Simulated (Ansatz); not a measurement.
# Gap, conduction valley and energy of GaN, AlN and BN polytypes from 3C to 2H at the r2SCAN level

I calculate the fundamental gap, the conduction minimum and the energy of GaN, AlN and BN in four tetrahedral stackings, from purely cubic 3C to purely hexagonal 2H. The question is how each of them changes with the share of hexagonal layers. It matters because nitride films for light emitters and power devices contain stacking faults, and a fault is a thin slice of another polytype with its own gap. Gaps run from the valence maximum to the conduction minimum of the same cell. Energies are per atom and count from the 3C form of the same compound, so a negative value means that the stacking is more stable than 3C.

## Systems and settings

Tetrahedral polytypes 3C (ABC), 6H (ABCACB), 4H (ABCB) and 2H (AB); not every one is known for every compound. Cells were built from lattice sites and then relaxed (cell and ions, until forces and stress vanish) with r2SCAN. Ansatz 0.2.0, plane waves with PAW potentials (set ansatz_paw_generated_soft_1), r2SCAN, scalar-relativistic, without spin-orbit coupling, no spin polarisation, no Hubbard U; cutoffs 600 eV, self-consistent k meshes of 2 to 10 divisions per reciprocal vector. Band extrema were located on a dense mesh in each cell and refined; masses are central differences at 0.008 and 0.03 1/angstrom.

Notes on method and selection:

- Semilocal Kohn-Sham gaps lie below measured gaps, and light masses that scale with the gap come out too small.
- Edges are named in the zone of each member's own cell; in larger cells states from the zone boundary of the two-atom cell fold onto Gamma.
- In some or all of these runs the relaxation's check for a lower neighbouring minimum was switched off (adjacent_minimum: false), so a lower one is not excluded.
- Runs that did not converge, have known faults or may not be shown are not listed, and runs on Ansatz's PAW sets soft_1 and soft_2 are kept to separate tables.

Columns:

- hexagonality: hexagonality, share of layers with hexagonal neighbours.
- edges: where the valence-band maximum and the conduction-band minimum lie in the zone.
- band gap (eV): fundamental Kohn-Sham gap (generalised Kohn-Sham for meta-GGA and hybrids), conduction-band minimum minus valence-band maximum.
- electron mass (m_e): electron conductivity mass at the conduction minimum, in free-electron masses.
- energy above 3C (meV/atom): energy per atom above the 3C form, static lattice.

## Data

| member | compound | hexagonality | volume per atom (Å³) | edges | band gap (eV) | electron mass (m_e) | energy above 3C (meV/atom) |
| --- | --- | --- | --- | --- | --- | --- | --- |
| 3C | GaN | 0.00 | 11.37 | Gamma to Gamma | 2.170 | 0.171 | 0.00 |
| 6H | GaN | 0.33 | 11.37 | Gamma to Gamma | 2.226 | 0.175 | −2.50 |
| 4H | GaN | 0.50 | 11.37 | Gamma to Gamma | 2.258 | 0.176 | −3.76 |
| 2H | GaN | 1.00 | 11.37 | Gamma to Gamma | 2.352 | 0.182 | −7.06 |
| 3C | AlN | 0.00 | 10.43 | Gamma to X | 3.933 | 0.373 | 0.00 |
| 6H | AlN | 0.33 | 10.42 | Gamma to M | 4.435 | 0.528 | −7.45 |
| 4H | AlN | 0.50 | 10.42 | Gamma to M | 4.662 | 0.442 | −11.38 |
| 2H | AlN | 1.00 | 10.40 | Gamma to Gamma | 4.874 | 0.305 | −23.97 |
| 3C | BN | 0.00 | 5.87 | Gamma to X | 4.995 | 0.375 | 0.00 |
| 6H | BN | 0.33 | 5.88 | Gamma to M | 5.747 | 0.640 | 5.41 |
| 4H | BN | 0.50 | 5.88 | Gamma to M | 6.070 | 0.483 | 8.21 |
| 2H | BN | 1.00 | 5.89 | Gamma to K | 5.744 | 0.405 | 19.30 |

Least-squares fits to the whole series, with x = hexagonality; R² and errors in the fitted variable (y, or ln y where the fit is in ln y):

| y | compound | members | fit | R² | rms residual | leave-one-out rms | the same for the mean of the others |
| --- | --- | --- | --- | --- | --- | --- | --- |
| band gap (eV) | GaN | 4 | y = 2.1679 + 0.18275 x | 1.00 | 0.0018 | 0.0051 | 0.088 |
| band gap (eV) | AlN | 4 | y = 4.057 + 0.9153 x | 0.89 | 0.11 | 0.34 | 0.47 |
| band gap (eV) | BN | 4 | y = 5.327 + 0.6827 x | 0.39 | 0.31 | 0.91 | 0.53 (fit no better) |
| energy above 3C (meV/atom) | GaN | 4 | y = −0.1105 − 7.037 x | 1.00 | 0.10 | 0.30 | 3.4 |
| energy above 3C (meV/atom) | AlN | 4 | y = 0.2952 − 24.03 x | 1.00 | 0.27 | 0.80 | 12 |
| energy above 3C (meV/atom) | BN | 4 | y = −0.6533 + 19.42 x | 0.99 | 0.62 | 1.8 | 9.4 |

## Interpretation

GaN is the simple case. Both edges stay at Gamma, and the gap rises by 0.182 eV from no hexagonal layers to all of them, on a nearly straight line. The volume per atom stays at 11.37 Å³, so a volume change is not the cause. The electron mass follows the gap as two-band theory expects, with 1/m − 1 proportional to 1/gap. Starting from 3C, 1/0.171 − 1 = 4.848, and 4.848 × 2.170 / 2.352 = 4.473, which gives m = 1 / (1 + 4.473) = 0.183 for 2H against 0.182 computed. The three predicted masses miss by less than 0.001, while the four computed ones scatter by about 0.004 around their mean.

In AlN and BN the 3C minimum lies at X, and there stacking acts strongly. From 3C to 4H the gap grows by 4.662 − 3.933 = 0.729 eV in AlN and by 6.070 − 4.995 = 1.075 eV in BN. The M minimum of 6H and 4H has the same in-plane wave vector as cubic X, so I read it as the same valley, pushed upwards. The accepted picture is confinement: across a hexagonal layer the cubic stacking continues in twinned orientation, where the X state no longer fits, and shorter cubic stretches raise its energy. The smallest direct gap of AlN changes far less with stacking. By 2H the rising valley has therefore passed the Gamma minimum, and the gap is direct.

The energy is close to linear in hexagonality for all three compounds, but its sign differs: 2H lies 23.97 meV/atom below 3C in AlN, 7.06 below in GaN and 19.30 above in BN. Hexagonal stacking brings some third-neighbour cations and anions closer together. Their attraction favours 2H in the more ionic AlN and GaN, whereas the more covalent BN prefers the staggered bonds of 3C. The relaxed cells agree with this, since 2H AlN is shorter along the stacking axis than the ideal ratio and 2H BN is longer.

## Where the trend breaks

Largest departures from the fit to the whole series:

| member | compound | band gap (eV) | fit | computed − fit | in rms residuals |
| --- | --- | --- | --- | --- | --- |
| 4H | AlN | 4.662 | 4.515 | +0.147 | 1.3 |
| 6H | GaN | 2.226 | 2.228 | −0.002 | 1.2 |
| 3C | GaN | 2.170 | 2.168 | +0.002 | 1.2 |
| 3C | AlN | 3.933 | 4.057 | −0.124 | 1.1 |

BN is not in this table, and its straight line does no better than the mean. There 2H breaks the rise of the gap: it lies 6.070 − 5.744 = 0.326 eV below 4H. Its minimum is at K, which has a different in-plane wave vector from M, so another valley has taken over. A likely reason is the open channel along the hexagonal axis. In AB stacking the C sites stay empty, and a conduction state at K can spread into that space at low energy. In 4H and 6H all three site columns are occupied in part, which blocks the channel.

In AlN, 4H lies 0.147 eV above the straight line and 3C lies 0.124 eV below it. Both signs follow from drawing one line through a steep valley and the flat Gamma edge that replaces it.

The electron mass of 6H is the largest of its series in AlN (0.528) and in BN (0.640), well above 4H with its minimum at the same M point. Weaker coupling between the longer cubic stretches of 6H would flatten the band along the stacking axis and raise the mass in this way, but that is a conjecture, because the masses are not listed by direction.

## Worked examples

**Can I get 4H by averaging 3C and 2H?**

For the gap of GaN, yes: (2.170 + 2.352) / 2 = 2.261 eV, against 2.258 computed. For AlN the average is (3.933 + 4.874) / 2 = 4.404 eV, which is 0.258 eV too low. For BN it is (4.995 + 5.744) / 2 = 5.370 eV, too low by 6.070 − 5.370 = 0.700 eV. Averaging works where the conduction minimum keeps its place. The energy is more forgiving: even in BN, 19.30 / 2 = 9.65 meV/atom is only 1.44 above the computed 8.21.

**How much narrower is the gap of a cubic region in a 2H crystal?**

With thick regions, no strain and no built-in electric field from the polar 2H crystal, the difference is 2.352 − 2.170 = 0.182 eV in GaN and 4.874 − 3.933 = 0.941 eV in AlN, about five times as much. The cubic region of AlN is also indirect, so it would emit light poorly. These are differences of gaps; how they divide between the two band edges is a separate matter, and a slice a few layers thick would show less narrowing because of confinement.

**Which BN stacking has the widest gap, and what does it cost in energy?**

Of the four, it is 4H with 6.070 eV. It lies 8.21 meV/atom above 3C, or 2 × 8.21 = 16.42 meV per BN pair. Going on to 2H costs a further 19.30 − 8.21 = 11.09 meV/atom and lowers the gap.

## Closing remarks

Between 3C and 2H, hexagonality gives a usable straight line for the energy of all three compounds and for the gap of GaN. For the gaps of AlN and BN it does not: the leave-one-out error is 0.34 eV against 0.47 eV for the plain mean in AlN, and worse than the mean in BN. There the first thing to establish is which valley is lowest.

Measured gaps should lie above these values, and the light Gamma masses of GaN should be somewhat larger than listed. The gap error need not be equal for different valleys, so the stacking at which AlN turns direct could shift. Lattice vibrations, absent here, lower the gaps and can change the small energy differences of GaN by a noticeable fraction. A lower neighbouring structure was not searched for in every run. Layered BN, a serious competitor of the tetrahedral forms, is outside this comparison.
